# How strongly a wide-gap emitter favours one carrier: holes from P-AlGaN into n-GaN

In a forward-biased GaN homojunction nearly all the injected current is electrons, because free holes are scarce and slow. A wider gap on the p side reverses this, which is the wide-gap emitter analysed by Kroemer in 1957. I will derive the ratio $\gamma=J_p/J_n$ for a graded junction, then for an abrupt one, and show that the abrupt junction can lose the valence-band part of the advantage.

## Conventions and premises

The P emitter (E, wide gap) fills $x<0$ and the n base (B, narrow gap) fills $x>0$. Energies are electron energies. The alignment is type I: $\Delta E_c=E_{c,E}-E_{c,B}>0$ and $\Delta E_v=E_{v,B}-E_{v,E}>0$ at the interface, with $\Delta E_c+\Delta E_v=\Delta E_g$. The free majority densities in the neutral regions are $p_E$ and $n_B$. The band bendings $\psi_E$ and $\psi_B$ count positive for depletion.

1. One dimension, steady state, uniform temperature.
2. Boltzmann statistics, so $n_i^2=N_cN_v e^{-E_g/kT}$ and $D=\mu kT/q$.
3. Low injection and no ohmic drop: the majority quasi-Fermi levels are flat in the neutral regions and $E_{Fn}-E_{Fp}=qV$ between them.
4. No recombination in the space-charge region or at the interface.
5. No tunnelling and no quantum reflection.

Premises 4 and 5 will be tested with numbers at the end.

## Step 1: the hole current as a chain of resistances

With $p=N_v e^{(E_v-E_{Fp})/kT}$, drift and diffusion together give $J_p=\mu_p\,p\,dE_{Fp}/dx$, also where the composition varies. Measure energies from the electron Fermi level of the neutral base, $E_{Fn}^B$, and define

$$p_0(x)=N_v e^{(E_v(x)-E_{Fn}^B)/kT},\qquad \Phi(x)=e^{(E_{Fn}^B-E_{Fp}(x))/kT}.$$

Then $p=p_0\Phi$, and since $d\Phi/dx=-(\Phi/kT)\,dE_{Fp}/dx$,

$$J_p=-qD_p\,p_0\,\frac{d\Phi}{dx}.\tag{1}$$

By premise 3, $\Phi=e^{qV/kT}$ in the neutral emitter and $\Phi=1$ at the far side of the base. By premise 4, $J_p$ is constant across the space-charge region, so $\Phi$ falls there by $(J_p/q)\int dx/(D_pp_0)$. The resistance sits where $p_0$ is smallest, that is where $E_v$ is lowest.

In the neutral base $p_0=p_{0B}=n_{i,B}^2/n_B$. The excess $\delta p=p_{0B}(\Phi-1)$ obeys $\delta p''=\delta p/L_p^2$ with $L_p^2=D_p\tau_p$. With $\delta p=0$ at a distance $W$ from the depletion edge, the solution is proportional to $\sinh[(W-s)/L_p]$, $s$ being the distance from the edge, and its slope at $s=0$ gives

$$J_p=q\,v_D\,p_{0B}\,(\Phi_{\rm edge}-1),\qquad v_D=\frac{D_p}{L_p}\coth\frac{W}{L_p}.\tag{2}$$

A long base has $v_D=D_p/L_p$, a short one $D_p/W$.

## Step 2: the graded junction

Let the composition change inside the space-charge region, slowly enough that $E_v(x)$ falls monotonically from emitter to base. This needs the quasi-field $\Delta E_v/qL_g$ of a grading of length $L_g$ to stay below the local electric field. Then $p_0(x)$ is at least about $p_{0B}$ throughout, and the space-charge resistance is at most about $w_{sc}/(D_pp_{0B})$ for a width $w_{sc}$. Against the base resistance $1/(v_Dp_{0B})$ it is negligible when $w_{sc}\ll\min(L_p,W)$, and usually earlier, because $p_0$ rises exponentially towards the emitter. Hence $\Phi_{\rm edge}=e^{qV/kT}$. The same argument for electrons gives the minority density $n_{i,E}^2/p_E$ in the neutral emitter. For long regions,

$$J_p=q\frac{D_p}{L_p}\frac{n_{i,B}^2}{n_B}\left(e^{qV/kT}-1\right),\qquad J_n=q\frac{D_n}{L_n}\frac{n_{i,E}^2}{p_E}\left(e^{qV/kT}-1\right),$$

where $D_p,L_p$ belong to minority holes in the base and $D_n,L_n$ to minority electrons in the emitter. Dividing and inserting $n_i^2$,

$$\boxed{\gamma_{\rm gr}=\frac{D_pL_n\,p_E}{D_nL_p\,n_B}\;\frac{N_{c,B}N_{v,B}}{N_{c,E}N_{v,E}}\;e^{\Delta E_g/kT}}\tag{3}$$

The narrow-gap densities of states stand in the numerator. The ratio is independent of bias. Exchanging electrons and holes gives the N-p form, $J_n/J_p=(D_nL_pN_D/D_pL_nN_A)(N_{c,B}N_{v,B}/N_{c,E}N_{v,E})\,e^{\Delta E_g/kT}$, for fully ionised dopants.

**Question.** *Why has the split of $\Delta E_g$ between the bands disappeared?*

Because each current is set by the minority density in a neutral region, and there $np=n_i^2e^{qV/kT}$ involves only the local gap. A different split changes the built-in voltage, but not the currents at a given $V$.

**Question.** *You wrote $p_E$ and not the acceptor density. Does it matter?*

It matters by two orders of magnitude. Magnesium is a deep acceptor, and mass action contains the free holes. The full acceptor density $N_A$ returns in the electrostatics.

## Step 3: the abrupt junction

Follow $E_v$ from left to right. It falls by $q\psi_E$ to the interface, jumps up by $\Delta E_v$, and falls by $q\psi_B$ to the neutral base. The point $0^-$ is a downward spike, a barrier for holes, and

$$p_0(0^-)=p_{0B}\,\frac{N_{v,E}}{N_{v,B}}\,e^{-(\Delta E_v-q\psi_B)/kT}.\tag{4}$$

Closing the energy loop between the two majority Fermi levels gives $\psi_E+\psi_B=V_{bi}-V$ with

$$qV_{bi}=E_{g,B}+\Delta E_v-kT\ln\frac{N_{v,E}}{p_E}-kT\ln\frac{N_{c,B}}{n_B}.\tag{5}$$

Three resistances now lie in series.

*The slope up to the spike.* Near the interface $p_0(x)=p_0(0^-)e^{qF_E|x|/kT}$, with $F_E$ the field magnitude at $0^-$. So $\int dx/(D_{p,E}\,p_0)=kT/[qF_ED_{p,E}\,p_0(0^-)]=1/[\mu_{p,E}F_E\,p_0(0^-)]$.

*The step.* Drift-diffusion fails across a discontinuity, so we count fluxes. For a Maxwellian gas of mass $m$, the flux towards the interface is $p(0^-)v_R$ with

$$v_R=\int_0^\infty v\sqrt{\frac{m}{2\pi kT}}\,e^{-mv^2/2kT}dv=\sqrt{\frac{kT}{2\pi m}}.$$

These holes gain kinetic energy at the step, and with equal masses on both sides all are transmitted. The return flux is proportional to $\Phi(0^+)$ and must cancel the forward flux when $\Phi$ is continuous, which fixes its coefficient: $J_p=qv_R\,p_0(0^-)[\Phi(0^-)-\Phi(0^+)]$.

*The base.* In the depleted part of the base $p_0>p_{0B}$, so its resistance is negligible as in Step 2, and (2) remains.

Adding the three drops of $\Phi$,

$$e^{qV/kT}-1=\frac{J_p}{q}\left[\frac{1}{v_S\,p_0(0^-)}+\frac{1}{v_D\,p_{0B}}\right],\qquad\frac1{v_S}=\frac1{v_R}+\frac1{\mu_{p,E}F_E}.$$

The velocity $v_S$ is the thermionic-diffusion combination known from the Schottky-barrier theory of Crowell and Sze (1966). It treats both sides of the step as Maxwellian, which leaves it uncertain by a factor of order one.

Electrons see no spike. They climb $q\psi_B$, the step $\Delta E_c$ and then $q\psi_E$, so $E_c$ is highest in the neutral emitter. Their emission resistance relative to the diffusion resistance is $R_n=(v_n/v_{R,n})e^{-q\psi_E/kT}$, with $v_n=D_n/L_n$, because the density at $0^-$ exceeds that at the neutral edge by $e^{q\psi_E/kT}$. For $R_n\ll1$, $J_n$ is that of Step 2. With (4),

$$\boxed{\gamma=\frac{\gamma_{\rm gr}}{1+\mathcal R},\qquad \mathcal R=\frac{v_D}{v_S}\frac{N_{v,B}}{N_{v,E}}\,e^{(\Delta E_v-q\psi_B)/kT}}\tag{6}$$

For $\mathcal R\gg1$ the spike controls the current. In $\gamma_{\rm gr}/\mathcal R$ the factors $v_D$ and $N_v$ cancel and $\Delta E_g-\Delta E_v=\Delta E_c$:

$$\boxed{\gamma_{\rm em}=\frac{v_SL_n}{D_n}\,\frac{p_E}{n_B}\,\frac{N_{c,B}}{N_{c,E}}\;e^{(\Delta E_c+q\psi_B)/kT}}\tag{7}$$

For shallow dopants, no interface charge and the depletion approximation, $N_Aw_E=N_Dw_B$ and $\psi=qNw^2/2\varepsilon$ give $\psi_B/(\psi_E+\psi_B)=\varepsilon_EN_A/(\varepsilon_EN_A+\varepsilon_BN_D)$. A base doped so heavily that $q\psi_B\ll kT$ leaves the exponential $e^{\Delta E_c/kT}$. In the N-p mirror image with a p$^+$ base it is $e^{\Delta E_v/kT}$. The surviving offset is the one that blocks the unwanted carrier.

**Question.** *So the abrupt junction loses exactly $e^{\Delta E_v/kT}$?*

The exponential does, but the prefactor gains $v_S/v_D$, which is large. The loss is $1+\mathcal R$. Equation (7) holds only for $\Delta E_v-q\psi_B>kT\ln(v_SN_{v,E}/v_DN_{v,B})$ by a few $kT$, and it always lies above the full result (6).

**Question.** *How would I recognise the emission limit?*

From (4) and (5), $p_0(0^-)e^{qV/kT}=p_Ee^{-q\psi_E/kT}$, so at $qV\gg kT$ the current is $J_p=qv_Sp_Ee^{-q\psi_E/kT}$. Only the emitter's share of the bias lowers the barrier. The ideality factor is $1+\varepsilon_EN_A/\varepsilon_BN_D$, apart from the slow variation of $v_S$, and $\gamma$ falls with bias as $\psi_B$ shrinks. The current also stops depending on the base width.

## Step 4: electrostatics with a deep acceptor and a sheet charge

Put $u=q\psi/kT$ in the emitter. For an uncompensated acceptor and flat $E_{Fp}$ the ionised fraction is $1/(1+Ke^{-u})$, and neutrality at $u=0$ gives $K=N_A/p_E-1$. Multiplying Poisson's equation by $d\psi/dx$ and integrating from the neutral region to the interface, where $u=u_E$,

$$\tfrac12\varepsilon_EF_E^2=kTN_AG,\qquad G=\ln\frac{e^{u_E}+K}{1+K}-\frac{p_E}{N_A}\left(1-e^{-u_E}\right).\tag{8}$$

In the base, with $w=q\psi_B/kT$ and ionised donors $N_D=n_B$, the same step gives $\tfrac12\varepsilon_BF_B^2=kTN_D(w-1+e^{-w})$. Gauss's law for a depleted base with a positive interface sheet $\sigma$ reads $\varepsilon_EF_E=\varepsilon_BF_B+\sigma$.

## Numerical illustration: P-Al$_{0.2}$Ga$_{0.8}$N on n-GaN at 300 K and 3.0 V

Compiled GaN values are the gap of 3.44 eV (Wing 2021) and the static dielectric constant along $c$ of 10.4 (Ioffe Institute), used here on both sides. The spin-orbit splitting of 0.014 eV (Vurgaftman 2001, 0 K) is below $kT=0.02585$ eV, so several valence bands are populated, and I lump them into one mass. All other inputs are approximate or assumed: AlN gap 6.1 eV, bowing 0.7 eV, $\Delta E_c=0.7\Delta E_g$, electron masses 0.20 (base) and 0.22 (emitter), hole mass 1.5 on both sides, $N_A=10^{19}$, $p_E=10^{17}$, $n_B=10^{18}$ cm$^{-3}$, minority mobilities 20 (holes) and 100 (electrons) cm$^2$/V s, $L_p=0.2$ µm, $L_n=0.1$ µm, long regions, $\mu_{p,E}=5$ cm$^2$/V s. Intermediate values are carried unrounded.

With Al fraction $y=0.2$, $\Delta E_g=y(6.1-3.44)-0.7y(1-y)=0.420$ eV, $\Delta E_c=0.294$ eV, $\Delta E_v=0.126$ eV. From $N=2(2\pi mkT/h^2)^{3/2}$, $N_{c,B}=2.24\times10^{18}$ and $N_v=4.61\times10^{19}$ cm$^{-3}$, and $N_{c,B}/N_{c,E}=0.867$. The chosen $p_E$ means $K=99$, and through $p_E^2/(N_A-p_E)=(N_v/4)e^{-E_A/kT}$, with degeneracy 4, it implies an acceptor depth $E_A=0.24$ eV. Further, $D_p=0.517$ and $D_n=2.59$ cm$^2$/s, $v_D=2.59\times10^4$, $v_n=2.59\times10^5$ and $v_R=2.20\times10^6$ cm/s.

**Graded.** The homojunction prefactor is 0.010 and $e^{\Delta E_g/kT}=1.14\times10^7$, so (3) gives $\gamma_{\rm gr}=9.9\times10^4$.

**Abrupt.** Equation (5) gives $V_{bi}=3.39$ V, so $u_E+w=14.95$. Case (a) has $\sigma=0$, as on a nonpolar face, where the permittivity differs somewhat from the one used, and $F_E=F_B$ is solved with (8). Case (b) has a flat base, $\psi_B=0$.

| | $\psi_E$ (V) | $\psi_B$ (V) | $F_E$ (V/cm) | $v_S$ (cm/s) | $\mathcal R$ | $\gamma$ |
|---|---|---|---|---|---|---|
| (a) | 0.13 | 0.26 | $2.8\times10^5$ | $8.6\times10^5$ | $2\times10^{-4}$ | $9.9\times10^4$ |
| (b) | 0.39 | 0 | $9.6\times10^5$ | $1.5\times10^6$ | 2.2 | $3.0\times10^4$ |

In (a) the base bending exceeds $\Delta E_v$, the spike is submerged and the abrupt junction acts as a graded one. The electron check gives $v_{R,n}=5.7\times10^6$ cm/s with the emitter mass and $R_n=3\times10^{-4}$, smaller still in (b).

In (b), $G=10.3$, and the constant-field form of the slope resistance has a relative correction of about $1/2G=0.05$. The factor $e^{\Delta E_v/kT}=131$ is largely offset by $v_S/v_D=58$. The threshold $kT\ln(v_S/v_D)=0.105$ eV lies barely below $\Delta E_v$. Equation (7), with $e^{\Delta E_c/kT}=8.7\times10^4$, gives $4.4\times10^4$, above the $3.0\times10^4$ of (6). This junction is on the border of the emission limit. At $y=0.3$, $\Delta E_g=0.651$ eV and $\Delta E_v=0.195$ eV raise the factor to $1.9\times10^3$, and without tunnelling the limit is clearly reached.

**Question.** *Your base is less heavily doped than the emitter. What makes case (b) physical?*

Polarisation. A flat base needs $\sigma/q=\varepsilon F_E/q=5.5\times10^{12}$ cm$^{-2}$. AlGaN grown on metal-polar $c$-plane GaN carries a positive bound sheet, typically about $1\times10^{13}$ cm$^{-2}$ at this composition, and it does the work of an n$^+$ base. Being larger than needed, it drives the base into accumulation, $\psi_B<0$. Equation (6) still gives the leading effect, and every 0.1 V of accumulation multiplies the exponential in $\mathcal R$ by 48. Finding $\psi_B$ then needs the quantised electron gas, which Step 4 does not describe. Grading spreads the sheet: over 20 nm it becomes $5\times10^{18}$ cm$^{-3}$ of positive charge that offsets part of the Mg. The length scale for smoothing the spike itself is only $\Delta E_v/qF_E=1.3$ nm in case (b), so interface roughness already matters.

**Question.** *A spike that thin must leak by tunnelling.*

It does. For a triangular barrier, a hole whose normal energy lies $\xi kT$ short of the tip has the WKB transmission $e^{-b\xi^{3/2}}$, with $b=4\sqrt{2m}\,(kT)^{3/2}/3\hbar qF_E=0.36$, while the supply grows as $e^{\xi}$. Final states exist for $\xi<\Delta E_v/kT=4.87$. The emission flux is multiplied by $1+\int_0^{4.87}e^{\xi-b\xi^{3/2}}d\xi=13$, somewhat too high because the field weakens away from the tip. Of $\mathcal R=2.2$, emission contributes 1.54 and the slope 0.70. The first falls to about 0.12, and the second also falls because tunnelling holes skip the top of the slope. So $\mathcal R$ drops to about 0.8 or less, and premise 5 understates $\gamma$ in case (b).

**Question.** *Would a device show an efficiency that close to one?*

No, because premise 4 fails. In case (a), $np=N_{c,B}N_ve^{(qV-E_{g,B})/kT}=4.2\times10^{30}$ cm$^{-6}$ in the GaN, so $J_p=0.017$ and $J_n=1.8\times10^{-7}$ A/cm$^2$. Take a midgap trap with equal lifetimes $\tau=L_p^2/D_p=0.77$ ns. The rate is $np/[\tau(n+p)]=\sqrt{np}/(2\tau\cosh\theta)$, where $\theta=qF^*s/kT$ and $s$ is the distance from the plane $n=p$. That plane lies in the base at $w=\ln(n_B/\sqrt{np})=6.19$, where $F^*=2.2\times10^5$ V/cm. Since $\int d\theta/\cosh\theta=\pi$,

$$J_{\rm rec}=\frac{\pi kT\sqrt{np}}{2\tau F^*}=0.08\ \text{A/cm}^2,$$

which is 4.6 times $J_p$. Only a fraction 0.18 of the current is holes reaching the neutral base. The ratio $J_{\rm rec}/J_p$ falls roughly as $e^{-qV/2kT}$ with rising bias.

## Range of validity

- **Meaning.** Equations (3), (6) and (7) compare the two injected components. They are no emitter efficiency unless space-charge, interface and dislocation currents are smaller than $J_p$.
- **Statistics.** Here $n_B/N_{c,B}=0.45$. Fermi-Dirac statistics replace $N_{c,B}/n_B$ by $e^{-\eta}$, where $\eta=(E_{Fn}-E_c)/kT$ solves $\mathcal F_{1/2}(\eta)=n_B/N_{c,B}$ with $\mathcal F_{1/2}\to e^\eta$ for large negative $\eta$. This multiplies $\gamma_{\rm gr}$ by 0.855. A true n$^+$ GaN base is degenerate and needs this form together with gap narrowing.
- **Injection level.** The injected density $4.2\times10^{12}$ cm$^{-3}$ is far below $n_B$. Near $V_{bi}$, high injection and the ohmic drop in the resistive p layer end premise 3.
- **Spike.** Equation (7) needs $\mathcal R\gg1$ and weak tunnelling, $b\gtrsim1$. It needs type I alignment, or at least $\Delta E_v>0$.
- **Inputs.** A change of 0.03 eV in $\Delta E_g$, as strain or another bowing could bring, moves $\gamma_{\rm gr}$ by a factor 3.2. Moving the offset fraction by 0.1 shifts $\Delta E_c$ by 0.042 eV and its exponential by a factor 5.

The model's ratios are therefore orders of magnitude: about $10^5$ when the spike is graded away or submerged and a few $10^4$ for a flat base, against $10^{-2}$ for the homojunction. As typical knowledge, GaN junctions in this bias range show ideality factors near 2 or above, and nitride bipolar transistors show current gains of tens or less, so the model's ratio lies three or more orders of magnitude above anything the terminals display. What it does establish is that, for holes, the abrupt junction keeps $\Delta E_c$, the larger offset on the assumed split, and that back-injected electrons cease to be the limiting loss.